## One hydrogen between boron and nitrogen: which level to trust

Levels of theory can be pictured as a ladder. MP2 should improve on Hartree–Fock (HF), CCSD(T) on MP2, and a functional with some exact exchange on one without. If that were all, a single ranking would serve for every energy along a reaction path. The table tests this on triplet BH₃···NH, in which one hydrogen moves from boron towards nitrogen.

Neutral triplet BH₃···NH, hydrogen transfer between rigid fragments (PBE0/def2-TZVP geometries), computed with Ansatz 0.2.0 and the in-house AFQMC program afq 1. All levels use unrestricted determinants and the cc-pVTZ basis; MP2, CCSD(T) and AFQMC freeze the B and N 1s cores, and AFQMC uses a CISD trial. The scan starts at a transfer coordinate of 1.1935 Å.

```
point transfer (Å)  number  HF, energy from the start of the scan (eV)  MP2, energy from the start of the scan (eV)  CCSD(T), energy from the start of the scan (eV)  phaseless AFQMC, energy from the start of the scan (eV)  released AFQMC, energy from the start of the scan (eV)  PBE, energy from the start of the scan (eV)  PBE0, energy from the start of the scan (eV)
             1.272       1                                       0.133                                        0.018                                            0.025                                                    0.018                                                   0.029                                       -0.041                                        -0.014
             1.311       2                                       0.190                                        0.024                                            0.042                                                    0.030                                                   0.047                                       -0.043                                        -0.009
             1.350       3                                       0.229                                        0.026                                            0.057                                                    0.050                                                   0.063                                       -0.036                                        -0.001
             1.390       4                                       0.251                                        0.024                                            0.072                                                    0.079                                                     n/a                                       -0.018                                         0.013
             1.468       5                                       0.271                                        0.050                                            0.127                                                    0.135                                                   0.123                                        0.072                                         0.081
```

The transfer coordinate is the B–H distance. At 1.272 Å the hydrogen is already about as close to nitrogen as to boron. Every level counts its energy from its own value at the start of the scan, so every error is zero there by construction. CCSD(T) serves as the yardstick: it rises at each listed step and reaches 0.127 eV. Released AFQMC, a walk without the phaseless constraint, stays within 0.006 eV of it in the four rows it covers. That support is less independent than it looks, because such a walk was admitted as a reference only where coupled cluster and AFQMC roughly agreed.

### What correlation does along the path

HF lies above CCSD(T) in every row, by up to 0.179 eV. It leaves out electron correlation, the way electrons avoid one another beyond their average repulsion, and correlation stabilises the listed geometries more than the start. This is reasonable for a hydrogen in transit. One bond is loosening while another forms, and the electrons gain more ways to keep apart.

MP2 adds correlation to second order and at first seems to settle the matter, with an error of only 0.007 eV at 1.272 Å. Its total energy there is nevertheless 1.3 eV above that of CCSD(T), and it finds only 85 % of the correlation energy. The small error is therefore a cancellation: almost the same amount is lacking at the start. Further along, the cancellation fails, and at 1.468 Å MP2 is 0.077 eV too low.

The direction of this drift has a likely explanation. Boron in BH₃ has an empty 2p orbital into which its bonding electrons can be excited, and second order tends to recover too little of the resulting correlation. Electron pairs at nitrogen are usually described better. When a B–H bond is exchanged for an N–H bond, MP2 then lacks less correlation than before and exaggerates the gain. Energies of the separate pairs would be needed to confirm this. Read backwards, with hydrogen returning to boron, the same curve would make MP2 place the earlier geometries too high.

### Can one factor repair the curve?

If MP2 exaggerated the correlation gain by the same proportion everywhere, a single factor would correct it:

E = E(HF) + c · [E(MP2) − E(HF)]

Here E is the energy from the start of the scan, and c is fitted to all five rows, which gives 0.79. At 1.468 Å the MP2 correlation change is 0.050 − 0.271 = −0.221 eV. Multiplied by c it becomes −0.175 eV, so the repaired energy is 0.271 − 0.175 = 0.096 eV. CCSD(T) gives 0.127 eV, so the repair is still 0.031 eV too low, even though this row took part in the fit.

The failure is instructive. MP2 exaggerates the gain by about 7 % in the first listed row and by more than 50 % in the last. A constant factor cannot follow an error that changes as the bonds change. The output after the text shows this fit and a similar one for the functionals.

### What exact exchange does

PBE errs the other way from HF: it is too low in every row, by up to 0.093 eV. The consequence is qualitative. Its lowest listed energy is −0.043 eV, at 1.311 Å, so PBE prefers a shared hydrogen to the starting geometry. CCSD(T) has no listed energy below the start.

The established cause of such behaviour is delocalisation error. In a semilocal functional an electron partly repels itself, and spreading over several atoms lowers this false repulsion. A hydrogen shared by boron and nitrogen offers just such a spread. Exact exchange removes part of the self-repulsion, and PBE0, which contains one quarter of it, does lie above PBE in every row. It keeps a weaker form of the same fault, though: its lowest listed energy is −0.014 eV, still below the start.

More exchange is still not a complete cure. The second fit enlarges the step from PBE to PBE0 by one factor for all five rows, as if the exchange fraction could be raised linearly to about two thirds. This works to within 0.007 eV in the first four rows but leaves 0.031 eV in the last. There the step from PBE to PBE0 has shrunk to 0.009 eV, while PBE is still 0.055 eV too low. Part of that gap may belong to the yardstick, since CCSD(T) converges more slowly with basis size than a functional does.

### The ranking depends on the question

Measured from the start, MP2 is better than PBE0 in the first four listed rows. Measured from 1.272 to 1.468 Å, the order is reversed. CCSD(T) rises by 0.102 eV over this stretch, PBE0 by 0.095 eV and MP2 by only 0.032 eV. PBE0 takes on most of its error before the first listed row. Its error then grows by up to 0.020 eV and partly shrinks again, so the close match between the two end points is itself helped by cancellation. MP2 starts well and drifts steadily.

Whether these errors matter depends on the purpose. The thermal energy at room temperature is 0.026 eV, so the largest PBE0 error, 0.059 eV, changes the Boltzmann weight of a geometry about tenfold. The largest MP2 error changes it about twentyfold. Either level can show that the listed stretch costs tenths of an electronvolt at most, but neither gives reliable populations along it. The fragments are rigid and the energy is still rising in the last row, so none of these values is a barrier height.

### What the better levels cost

Doubling a molecule multiplies the formal cost of MP2 by about 32 and that of CCSD(T) by about 128; HF and the functionals grow more slowly. For six atoms CCSD(T) is affordable and is the sensible choice. Phaseless AFQMC agrees with it to within 0.012 eV, but its statistical noise on a difference is about 0.008 eV, judged from the run at 1.272 Å, so the two cannot be ranked. Reducing that noise to 0.001 eV would take some sixty times as many samples and would leave the bias of the constraint untouched.

Hydrogen transfer between boron and nitrogen may also play a part when boron nitride, an insulator used in electronic devices, is grown from molecular precursors. If a cheap level must be used for such a step, compare it with CCSD(T) at three geometries: hydrogen on boron, shared, and on nitrogen. Agreement at only one of them may be a cancellation that the next geometry undoes.

The analysis program printed:

```
fit of need_corr on 5 rows: coefficient of mp2_corr 0.7916 +/- 0.048; rms 0.0182, worst 1.468 -0.0309, leave-one-out rms 0.0233
fit of need_x on 5 rows: coefficient of step_x 2.7 +/- 0.25; rms 0.0147, worst 1.468 -0.0307, leave-one-out rms 0.0156
Energy less CCSD(T) in eV and what the two repairs leave:
    row     HF     MP2  phaseless  released     PBE    PBE0  MP2 correlation change over CCSD(T) change  left by scaled MP2  left by more exchange
  1.272  0.108  -0.007     -0.007     0.004  -0.066  -0.039                                       1.065             0.01696                0.00691
  1.311  0.148  -0.018     -0.012     0.005  -0.085  -0.051                                       1.122             0.01659               0.006813
   1.35  0.172  -0.031     -0.007     0.006  -0.093  -0.058                                        1.18              0.0113               0.001513
   1.39  0.179  -0.048      0.007       n/a   -0.09  -0.059                                       1.268          -0.0006992              -0.006288
  1.468  0.144  -0.077      0.008    -0.004  -0.055  -0.046                                       1.535            -0.03095                -0.0307
Exact exchange fraction implied by the fit: 0.6751
Rise from 1.272 to 1.468 in CCSD(T), eV: 0.102
Rise from 1.272 to 1.468 in released AFQMC, eV: 0.094
Rise from 1.272 to 1.468 in HF, eV: 0.138
Rise from 1.272 to 1.468 in MP2, eV: 0.032
Rise from 1.272 to 1.468 in PBE, eV: 0.113
Rise from 1.272 to 1.468 in PBE0, eV: 0.095
MP2 total energy above CCSD(T) at 1.272, eV: 1.311
Share of the CCSD(T) correlation energy found by MP2 at 1.272, percent: 85.13
Phaseless noise on a difference if the start is alike, eV: 0.007678
Rms gap of phaseless AFQMC to CCSD(T), eV: 0.008426
Factor in samples to bring that noise to 0.001 eV: 58.96
Thermal energy at 300 K, eV: 0.02585
Factor in a Boltzmann weight at 300 K from the largest MP2 error: 19.66
Factor in a Boltzmann weight at 300 K from the largest PBE0 error: 9.798
```
